**1. Model and conventions.** One electron moves on a chain of $N$ sites (lattice constant 1, periodic boundaries, $N\to\infty$ at the end) with one Einstein oscillator per site:

$$H=-t\sum_n\left(c^\dagger_{n+1}c_n+\text{h.c.}\right)+\hbar\omega_0\sum_n b^\dagger_nb_n-g\hbar\omega_0\sum_n c^\dagger_nc_n\left(b_n+b_n^\dagger\right),$$

with $t>0$, $g>0$ and the bare zero-point energy left out. The polaron shift is $E_p=g^2\hbar\omega_0$, and $\lambda=E_p/2t$ measures it against the half bandwidth. The hopping term is called $T$. Numbers are for $\hbar\omega_0=0.1t$, with energies in units of $t$. Notes 2 to 4 are sound. Note 5 is a wrong argument, kept on purpose, and notes 6 to 10 take it apart.

**2. The ansatz and its energy.** Merrifield (1964) attaches a coherent phonon cloud rigidly to the electron and forms a Bloch sum. At total momentum zero,

$$|\Psi\rangle=\frac1{\sqrt N}\sum_n c_n^\dagger\exp\Big[\sum_m f_{m-n}\left(b_m^\dagger-b_m\right)\Big]|0\rangle,\qquad f_m=\frac1N\sum_q\beta_q e^{iqm},$$

with $f_m$ real and even, so that $\beta_q$ is real and even. Terms with different $n$ are orthogonal through the electron operator, and the state is normalised. A hop carries the overlap of two clouds shifted by one site, $\exp[-\tfrac12\sum_m(f_m-f_{m-1})^2]$. Since $|1-e^{iq}|^2=2(1-\cos q)$,

$$E=-2tS+\frac{\hbar\omega_0}N\sum_q\beta_q^2-\frac{2g\hbar\omega_0}N\sum_q\beta_q,\qquad S=\exp\Big[-\frac1N\sum_q\beta_q^2(1-\cos q)\Big].$$

Setting $\partial E/\partial\beta_q=0$ gives $4tS(1-\cos q)\beta_q+2\hbar\omega_0\beta_q-2g\hbar\omega_0=0$, that is

$$\beta_q=\frac{g\hbar\omega_0}{\hbar\omega_0+2tS(1-\cos q)}.$$

The denominator is the cost of emitting a phonon $q$ with the electron recoiling in a band narrowed by $S$.

**3. On a chain the sums close.** All averages follow from $\frac1{2\pi}\int_{-\pi}^{\pi}dq\,[a+b(1-\cos q)]^{-1}=[a(a+2b)]^{-1/2}$ and its derivatives with respect to $a$ and $b$, taken at $a=\hbar\omega_0$, $b=2tS$. With

$$r=\left(1+\frac{4tS}{\hbar\omega_0}\right)^{-1/2}$$

one finds $\langle\beta\rangle=gr$, $\langle\beta^2\rangle=g^2(r+r^3)/2$ and $\langle\beta^2(1-\cos q)\rangle=g^2r^3$, where $\langle\ldots\rangle$ is the zone average. The whole problem is one equation and one energy:

$$-\ln S=g^2\left(1+\frac{4tS}{\hbar\omega_0}\right)^{-3/2},\qquad E_M=-2tS-E_p\,\frac{3r-r^3}{2}.$$

In real space $f_m=gr\,z^{|m|}$ with $z=(1-r)/(1+r)$, and $\sum_mf_m=g$ for every $S$. The mean phonon number is $\langle\beta^2\rangle$. Because $E$ is stationary in $\beta_q$, the slope along any solution is $dE_M/dE_p=-r$.

Read as $g^2(S)=-\ln S\,(1+\kappa S)^{3/2}$ with $\kappa=4t/\hbar\omega_0$, the equation has turning points where $1/\kappa=-\tfrac32S\ln S-S$. The right side is largest at $S=e^{-5/3}$, where it equals $\tfrac32e^{-5/3}$. Three solutions therefore coexist over a range of $g$ when $\hbar\omega_0<6e^{-5/3}t=1.133t$, and the range shrinks to the point $g^2=(5/3)^{5/2}=3.59$, $E_p=4.06t$ at that frequency. For $\hbar\omega_0=0.1t$ ($\kappa=40$) the turning points are $S=0.4965$ at $E_p=6.67t$ and $S=0.0033$ at $E_p=0.688t$. Between these couplings a large-polaron branch ($S$ near 1) and a small-polaron branch ($S$ near $e^{-g^2}$) both exist, joined by a middle solution.

**4. The two limits.** For small $g$, $S\simeq1-g^2r^3$ and $2tg^2r^3=E_p(r-r^3)/2$ at $S=1$. The terms combine to

$$E_M=-2t-E_p\frac{\hbar\omega_0}{\sqrt{\hbar\omega_0(\hbar\omega_0+4t)}}+O(g^4),$$

which is the second-order perturbation energy at the band bottom; the coefficient of $E_p$ is $41^{-1/2}=0.156$ here. For large $g$ on the small branch, $4tS\ll\hbar\omega_0$, $r\to1$, $\beta_q\to g$, and the state is the Lang–Firsov small polaron, a displacement $g$ on the occupied site only, with $E_M\to-E_p-2te^{-g^2}$. At $t=0$ it is an exact eigenstate with energy $-E_p$.

**5. The wrong attempt (line W2 and the conclusion W5 are false).**

- **W1.** At $t=0$ the ansatz is exact, and at first order in $t$ it gives the exact shift $-2te^{-g^2}$.
- **W2.** Dressing has replaced $t$ by $tS$. At strong coupling $tS$ is exponentially small, the problem sits next to the atomic limit, and whatever the ansatz omits is of order $(tS)^2/\hbar\omega_0$.
- **W3.** Find where the branches cross. On the small branch $E_M=-E_p$ up to $2te^{-g^2}$. Equating the large branch to this gives $2tS=E_p(1-r)^2(2+r)/2$, and with $4tS/\hbar\omega_0=(1-r^2)/r^2$ this becomes $g^2=(1+r)/[r^2(1-r)(2+r)]$. Inserting it in $-\ln S=g^2r^3$ leaves $\ln[(1-r^2)/(40r^2)]=-r(1+r)/[(1-r)(2+r)]$, with root $r=0.1644$. Then $g^2=23.81$, $E_p=2.381t$, $\lambda=1.19$.
- **W4.** At the crossing $S$ falls from $0.8995$ to $4.6\times10^{-11}$, the phonon number rises from $2.01$ to $23.8$, the cloud collapses from a decay length $-1/\ln z=3.0$ sites to a single site, and the slope $dE/dE_p$ changes from $-0.164$ to $-1$.
- **W5.** By W2 the small branch is good to far better than $10^{-10}t$, and the large branch, with $S$ within about a tenth of 1, is weakly coupled. Hence (wrong) the chain has a first-order self-trapping transition at $E_p=2.381t$, with ground energy $-2.381t$ and kinetic energy $\langle T\rangle=-2tS=-9.1\times10^{-11}t$ just above it.

W3 and W4 are correct statements about the ansatz. W5 is a false statement about $H$.

**6. First symptom: the variance does not shrink.** An eigenstate has zero energy variance, and the variance of the small-branch state takes two lines. The state is an eigenstate of $H-T$, so only $T$ contributes. Acting with $T$ leaves the electron on site $n$ and the cloud on $n-1$ or $n+1$. Each of the two pieces has unit norm, and clouds on two different sites overlap by $e^{-g^2}$, so

$$\langle H^2\rangle-\langle H\rangle^2=2t^2\left(1+e^{-g^2}\right)-4t^2e^{-2g^2}\;\to\;2t^2 .$$

The spread is $\sqrt2\,t=1.41t$, or $14\,\hbar\omega_0$, and it tends to this constant as $g$ grows. The factor $S$ suppresses the expectation value of $T$. It does nothing to the norm of $T|\Psi\rangle$.

**7. Second symptom: the ground state of $H$ cannot cross.** In the basis of electron site and phonon occupation numbers every off-diagonal element of $H$ is zero or negative, and every basis state is connected to every other by hops and single-phonon steps. The Perron–Frobenius theorem then makes the ground state of a finite ring unique, with positive amplitudes and total momentum zero. The spectrum of the finite ring is discrete and $H$ is linear in $g$, with a coupling that is infinitesimally bounded by the phonon number, so a non-degenerate level is analytic in $g$. A kink in $E_0(g)$ is excluded. A finite ring does not remove the Merrifield kink, since the zone sums of note 3 converge exponentially once $N$ exceeds the cloud size. On the infinite chain the momentum-zero ground state stays isolated below the continuum that starts at $E_0+\hbar\omega_0$, and analyticity persists; this part is quoted from the review by Gerlach and Löwen (1991) and is not proved here.

A reader may hope that mixing the two branches rounds the kink and saves the rest. The overlap of the two clouds at the crossing is $\exp[-\tfrac12(\langle\beta^2\rangle+g^2-2g^2r)]=1.2\times10^{-4}$. The phonon and coupling terms give $-E_p$ times this overlap, so only the hop couples the branches, with the extra factor $\exp[-g^2r(1-z)]=0.331$. The mixed state gains $2t\times0.331\times$ overlap $=8.2\times10^{-5}t$. The kink is rounded on that scale and the energy is otherwise unchanged, so the fault lies deeper than the crossing of two trial states.

**8. The faulty line is W2.** Second order in $T$ about the atomic limit can be done exactly at momentum zero. Seen from the oscillators displaced around the electron at $n$, the two pieces of note 6 are coherent states with displacement vectors $v_\pm=g(e_{n\pm1}-e_n)$, where $e_m$ is the unit vector of site $m$, so $|v_\pm|^2=2g^2$ and $v_+\!\cdot v_-=g^2$. The $k$-phonon part of their sum has squared norm $2e^{-2g^2}[(2g^2)^k+g^{2k}]/k!$ and excitation energy $k\hbar\omega_0$. Hence

$$E^{(2)}=-\frac{2t^2}{\hbar\omega_0}e^{-2g^2}\sum_{k\ge1}\frac{(2g^2)^k+g^{2k}}{k\,k!}.$$

Each term carries $t^2e^{-2g^2}=(tS)^2$, which is what W2 saw. The first series, however, grows like $e^{2g^2}/2g^2$ and cancels the exponential. It describes a hop out and back, its weight is a Poisson distribution centred at $k\approx2g^2$, and for large $g^2$

$$E^{(2)}=-\frac{t^2}{E_p}\left(1+\frac1{2g^2}+\ldots\right).$$

The leading term needs no series. The electron jumps while the lattice stands still. It then has no coupling energy, the abandoned cloud still costs $+E_p$, the gap is $2E_p$, and two neighbours give $-2t^2/2E_p$. No Franck–Condon factor appears because the lattice never moves. The second series is a net hop by two sites and stays small, of order $t^2e^{-g^2}/E_p$.

What does the ansatz keep of this? On the small branch put $r=1-\delta$ with $\delta\simeq2tS/\hbar\omega_0$. Then $(3r-r^3)/2=1-\tfrac32\delta^2+\ldots$ and $S\simeq e^{-g^2}(1+3g^2\delta)$. The first raises the energy by $6g^2e^{-2g^2}t^2/\hbar\omega_0$, the second lowers it by twice that, and

$$E_M=-E_p-2te^{-g^2}-6g^2e^{-2g^2}\frac{t^2}{\hbar\omega_0}+O(t^3).$$

This is exactly the $k=1$ term of $E^{(2)}$. A small change of displacements adds one phonon to a coherent state, so the ansatz can reach only that term. At the crossing the weight lies near $k=48$. The kept term is $3.0\times10^{-18}t$ in size and the full sum is $0.429t$, of which $t^2/E_p$ supplies $0.420t$.

The slip confuses two limits. The ansatz is exact for $t\to0$ at fixed $g$ and $\hbar\omega_0$. For $g\to\infty$ at fixed $t$ the expansion parameter is $t/E_p$, and the omitted term decays as a power while the retained one decays exponentially. At the crossing the omitted $t^2/E_p$ is $4.6\times10^{9}$ times the retained $2te^{-g^2}$. The retained term would dominate only for $t/\hbar\omega_0<2g^2e^{-g^2}=2.2\times10^{-9}$, against the actual value 10.

**9. The mended calculation.** With $t/E_p=0.420$ a second-order result needs support. Three trial states give upper bounds on the exact $E_0$, each letting the electron step out of its cloud.

*(a) One step, translation invariance kept.* Mix $|\Psi\rangle$ with the normalised $T|\Psi\rangle$. Up to terms of order $e^{-g^2}$ times powers of $g$, the diagonal energies are $-E_p$ and $+E_p$ and the coupling is $\sqrt2\,t$, so $E_a=-\sqrt{E_p^2+2t^2}$. At the crossing this is $-2.769t$. The state has momentum zero and already contains $-t^2/E_p$, so translation invariance was never the defect. The defect is the rigid tie between cloud and electron. To lowest order the weight outside the cloud is $2t^2/(2E_p)^2=0.088$.

*(b) Frozen cloud, free electron.* Take a product of an electron state and a coherent displacement $g$ on site 0. The electron sees an impurity of depth $2E_p$, whose bound state on a chain lies at $-\sqrt{4E_p^2+4t^2}$, and the cloud costs $E_p$. Thus $E_b=E_p-2\sqrt{E_p^2+t^2}=-2.784t$. A product state has no sharp momentum, but any normalised state bounds $E_0$ from above.

*(c) Relaxed cloud.* For electron amplitudes $\psi_n$ and displacements $d_n$ the product state has energy $-2t\sum\psi_n\psi_{n+1}+\hbar\omega_0\sum d_n^2-2g\hbar\omega_0\sum\psi_n^2d_n$. The minimum over $d_n$ is at $d_n=g\psi_n^2$ and leaves $-2t\sum\psi_n\psi_{n+1}-E_p\sum\psi_n^4$, which does not depend on $\hbar\omega_0$ at fixed $E_p$. With $\psi_n=[(1-\eta^2)/(1+\eta^2)]^{1/2}\eta^{|n|}$ the geometric sums give

$$E_c=\min_\eta\left[-\frac{4t\eta}{1+\eta^2}-E_p\frac{(1-\eta^2)(1+\eta^4)}{(1+\eta^2)^3}\right].$$

For large $E_p/t$ the minimum is at $\eta\simeq t/2E_p$ and $E_c=-E_p-t^2/E_p-t^4/8E_p^3-\ldots$; the last term is $0.009t$ at the crossing. The full minimum there is at $\eta=0.23$, with $E_c=-2.811t$ and $\langle T\rangle=-0.88t$, close to the value $-2t^2/E_p=-0.84t$ that $t\,\partial E/\partial t$ gives at second order.

**10. Size of the error at $\hbar\omega_0=0.1t$.** Since $E_0\le E_c$, a positive $E_M-E_c$ is a rigorous lower bound on the error of the Merrifield energy. $E_M$ is taken on its lower branch.

| $E_p/t$ | branch | $E_M/t$ | $E_c/t$ | $(E_M-E_c)/t$ |
|---|---|---|---|---|
| 1.5 | large | $-2.238$ | $-2.213$ | $-0.024$ |
| 2 | large | $-2.319$ | $-2.518$ | $0.199$ |
| 2.381 | both | $-2.381$ | $-2.811$ | $0.430$ |
| 3 | small | $-3.000$ | $-3.338$ | $0.338$ |
| 5 | small | $-5.000$ | $-5.201$ | $0.201$ |

The last column is formed before rounding. At the claimed transition the error is at least $0.430t=4.3\,\hbar\omega_0$. Both Merrifield branches therefore lie above $E_0+\hbar\omega_0$, at energies inside the phonon continuum of the true polaron, and their crossing says nothing about the ground state. Measured from the band bottom $-2t$, the ansatz binds by $0.381t$ where the true binding is at least $0.811t$, so at least 53% is missing. The row $E_p=2t$ shows that the other half of W5 fails too: a value of $S$ near 1 does not make the large branch accurate. As an illustration with chosen values $t=200$ meV and $\hbar\omega_0=20$ meV, the bound is 86 meV, against $k_BT=26$ meV at 300 K.

The bound can be turned into an estimate. What $E_c$ lacks at order $t^2$ is the non-adiabatic term $-t^2/(2g^2E_p)=-t^2\hbar\omega_0/2E_p^2$ of note 8, which is $-0.009t$ at the crossing. Adding it gives $E_0\approx-2.82t$ and an error of about $0.44t$. The corrections to this small term at higher order in $t/E_p$ and the tunnelling energy of the relaxed polaron are not computed here, so a third decimal is not supported.

The kinetic energy is also bounded rigorously. $E_0(t)$ at fixed $g$ and $\hbar\omega_0$ is a minimum over functions linear in $t$ and hence concave, so $\langle T\rangle=t\,\partial E_0/\partial t\le E_0(t)-E_0(0)\le E_c+E_p=-0.430t$. The claimed $-9.1\times10^{-11}t$ is too small in magnitude by more than nine orders. The electron in a small polaron keeps a kinetic energy of order $t^2/E_p$ through virtual hops even when its band is exponentially narrow.

At still stronger coupling the relative error falls as $(t/E_p)^2$, which is the true content of the agreement in note 4. The absolute error $t^2/E_p$ drops below one phonon quantum only for $E_p>t^2/\hbar\omega_0=10t$, that is $g^2>100$, and it exceeds the retained term $2te^{-g^2}$ by a factor that grows without bound.

**11. The mended curve has a kink of its own, and it is false as well.** The best bound in this text is the lower of $E_M$ and $E_c$. At $E_p=1.5t$ the Merrifield large branch is lower. At $E_p=1.6t$ the values are $E_M=-2.254t$ and $E_c=-2.263t$, so the two cross in between. The slopes at $1.6t$ are $-r=-0.16$ and $-\sum\psi_n^4=-0.53$. Supplying the missing term has moved the kink from $2.381t$ to below $1.6t$ and reduced the change of slope, and note 7 says that the exact curve has none. The position of such a kink records the relative quality of two trial states. Projecting the product state of (c) onto momentum zero gives Toyozawa's form, which contains the Merrifield state as the case of $\psi_n$ confined to one site, so its minimum cannot lie above $E_M$. It is still a nonlinear family that can have several minima, and a jump found in it meets the same objection. What the present bounds establish is that for $\hbar\omega_0=0.1t$ the ground energy has left the Merrifield large branch by $E_p=1.6t$, lies at least $0.199t$ below it at $E_p=2t$, and changes smoothly through $E_p=2.381t$.